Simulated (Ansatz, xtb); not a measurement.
# Ligand exchange: C2H3Cl + C2H8Si2 → C2H6Si + C2H5ClSi

Species: C2H3Cl `C=CCl`, singlet; C2H8Si2 `C=C[SiH2][SiH3]`, singlet; C2H6Si (vinylsilane) `C=C[SiH3]`, singlet; C2H5ClSi `C=C[SiH2]Cl`, singlet. The partners trade Cl for SiH3: C–Cl and Si–SiH3 bonds give way to C–SiH3 and Si–Cl.

Shapes, held fixed at every level: PBE0-D4/def2-TZVP. Flexible molecules stand in one conformer, not always the lowest. Programs: Ansatz 0.2.0, xtb 6.7.1. The zero-point and thermal change to 298 K, harmonic and unscaled (PBE0-D4/def2-TZVP), is +2.6 kJ/mol.

| level | kind | ΔH(298 K) (kJ/mol) | less CCSD(T)/CBS estimate |
| --- | --- | --- | --- |
| GFN0-xTB | semi-empirical | -156.4 | -4.8 |
| HF/def2-TZVPP | Hartree–Fock | -169.8 | -18.2 |
| r2SCAN-D4/def2-TZVPP | meta-GGA | -141.0 | +10.6 |
| B3LYP-D4/def2-TZVPP | global hybrid | -143.9 | +7.7 |
| r2SCAN0-D4/def2-TZVPP | global hybrid | -146.8 | +4.8 |
| MP2/def2-TZVPP | perturbation theory | -158.3 | -6.7 |
| CCSD(T)/def2-TZVPP | coupled cluster or CI | -148.2 | +3.4 |
| CCSD(T)/CBS estimate | coupled cluster or CI | -151.6 | 0.0 |

The highest level, CCSD(T)/CBS estimate, gives ΔH(298 K) = -151.6 kJ/mol; the levels span -169.8 to -141.0. The column of differences is taken from that level and isn't an error. No measured value is set beside it here. The CBS estimate extrapolates MP2 from def2-TZVPP and def2-QZVPP and adds CCSD(T) − MP2 in the triple-zeta set, cores frozen.

The exchange is strongly exothermic at every level, so its direction does not depend on the treatment of correlation. The driving force is bond polarity: silicon is more electropositive than carbon, so chlorine gains a more ionic, stronger bond by moving to it, while the weak, nearly nonpolar Si–Si bond gives way to a stronger, polar C–Si bond. Vinyl chloride loses the conjugation between a chlorine lone pair and the π system, but this is far too small to offset the gain.

Hartree–Fock exaggerates the exothermicity. In the same basis, correlation brings the value from -169.8 to -148.2 kJ/mol, so it stabilises the reactants more than the products; MP2 recovers only about half of this shift. The three density functionals err the other way relative to the highest level, and adding exact exchange to r2SCAN moves it closer. The closeness of GFN0-xTB to that level probably owes much to error cancellation. The strong driving force says nothing about the barrier, which may well be high for a direct four-centre exchange.
